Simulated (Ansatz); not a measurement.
From C to Ge: the HOMO–LUMO gap

One atom is swapped for its congeners: Se(CH3)(GeH3); Se(GeH3)(SiH3); Se(GeH3)2. All are singlets with charge 0.

Shapes, held fixed at every level: PBE0-D4/def2-TZVP. Programs: Ansatz 0.2.0. Values in eV.

```json
{"level": "SPW92/def2-TZVPP", "Se(CH3)(GeH3)": "4.18", "Se(GeH3)(SiH3)": "4.42", "Se(GeH3)2": "4.36"}
{"level": "r2SCAN-D4/def2-TZVPP", "Se(CH3)(GeH3)": "4.82", "Se(GeH3)(SiH3)": "5.14", "Se(GeH3)2": "5.11"}
{"level": "B3LYP-D4/def2-TZVPP", "Se(CH3)(GeH3)": "5.80", "Se(GeH3)(SiH3)": "6.08", "Se(GeH3)2": "6.03"}
{"level": "BHLYP-D4/def2-TZVPP", "Se(CH3)(GeH3)": "8.13", "Se(GeH3)(SiH3)": "8.42", "Se(GeH3)2": "8.37"}
{"level": "PBE0-D4/def2-TZVPP", "Se(CH3)(GeH3)": "6.29", "Se(GeH3)(SiH3)": "6.56", "Se(GeH3)2": "6.52"}
{"level": "r2SCAN0-D4/def2-TZVPP", "Se(CH3)(GeH3)": "6.61", "Se(GeH3)(SiH3)": "6.90", "Se(GeH3)2": "6.86"}
{"level": "wB97M-V/def2-TZVPP", "Se(CH3)(GeH3)": "10.22", "Se(GeH3)(SiH3)": "10.46", "Se(GeH3)2": "10.41"}
```

At wB97M-V/def2-TZVPP the HOMO–LUMO gap isn't monotonic: it is largest for Si and smallest for C (10.46 and 10.22 eV). Every level shows the same order. The two largest values are nearly level. Relativity is left out for Ge, Se unless named. Orbital gaps aren't excitation energies, and the LUMO depends on the basis.

Replacing the methyl group with silyl or germyl widens the gap, whereas exchanging silicon for germanium hardly changes it. The HOMO in such selenides is essentially the Se 4p lone pair. Filled C–H orbitals of π symmetry on methyl push this lone pair up, while silyl and germyl have lower-lying σ* orbitals that can accept density from it and offset their greater electropositivity. A deeper HOMO is therefore the probable source of the wider gap. Silicon and germanium behave alike because the filled 3d shell of germanium screens its nuclear charge poorly, keeping its size and electronegativity close to those of silicon.

The choice of functional shifts the gap far more than the substituent does, probably mainly through the amount and range of exact exchange, so the ordering is better supported than any absolute gap. Without the separate orbital energies, the data can't show how much of the change comes from the HOMO and how much from an accompanying shift of the LUMO.
